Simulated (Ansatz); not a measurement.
# TaN: pressure against volume scale

Free energy against uniform scaling of the volume at fixed shape and fractions; periodic cell, basis, potentials, k mesh and filling as listed. The results are calculated, by Ansatz 0.2.0.

The cell before it is scaled or strained (space group P-62m, No. 189):
```
CELL_PARAMETERS angstrom
5.19600 0.00000 0.00000
-2.59800 4.49990 0.00000
0.00000 0.00000 2.91100
ATOMIC_POSITIONS crystal
Ta 0.33333 0.66667 0.50000
Ta 0.66667 0.33333 0.50000
Ta 0.00000 0.00000 0.00000
N 0.39285 0.00000 0.00000
N 0.60715 0.60715 0.00000
N 0.00000 0.39285 0.00000
```

Settings of every row: functional PBEsol; dispersion none; potentials PAW; wave cutoff 420 eV; density cutoff 1680 eV; k mesh 5x5x8; k shift 0x0x0; occupations fermi dirac; smearing width 0.1 eV; spin none.

Limits: coarse k mesh, up to 40 meV an atom off; no spin-orbit coupling, which can matter with elements this heavy.

| row | volume scale | V (Å³/atom) | pressure (GPa) | energy above lowest point (meV/atom) |
| --- | --- | --- | --- | --- |
| 1 | 0.94 | 10.663 | 18.79 | 30.1 |
| 2 | 0.96 | 10.89 | 10.47 | 9.4 |
| 3 | 0.98 | 11.117 | ? | ? |
| 4 | 1 | 11.344 | -3.74 | 0.6 |
| 5 | 1.02 | 11.571 | -9.79 | 10.3 |
| 6 | 1.04 | 11.798 | -15.23 | 28.1 |
| 7 | 1.06 | 12.025 | -20.12 | 53.1 |

Question: what pressure should row 3 give?

Worked fit of pressure. Take u = (V_r/V)^(2/3) − 1 with V_r = 11.457 Å³ an atom, which is twice the finite (Eulerian) strain; such expansions in the strain, on which the Birch-Murnaghan equation of state is built, carry the rest volume and the bulk modulus. The shown rows have u = 0.04905, 0.03442, 0.00663, -0.00658, -0.01936, -0.03174. Least squares give pressure = −6.832 + 457.94 × u + 1267.4 × u² + 940 × u³ GPa; a parabola predicts inner rows, each left out in turn, worse (root mean square 0.019 against 0.00076 GPa). All shown rows lie on it to the printed digit. The pressure vanishes at u = 0.0143, or V = 11.21 Å³ an atom, and there the bulk modulus at fixed shape and fractions is B = −V dP/dV = (2/3)(1 + u) dP/du = 335 GPa. Letting shape and atoms relax would as a rule lower it, by much in layered, chain or molecular crystals. The withheld row has u = 0.02029, so the fit gives −6.832 + 457.94 × (0.02029) + 1267.4 × (0.02029)² + 940 × (0.02029)³ = 2.99 GPa.

The calculation gave 2.98 GPa. The fit lies 0.01 GPa (0.026 % of the column's range) above it, one unit of the last digit.

The other values of row 3: energy above lowest point 0 meV/atom.
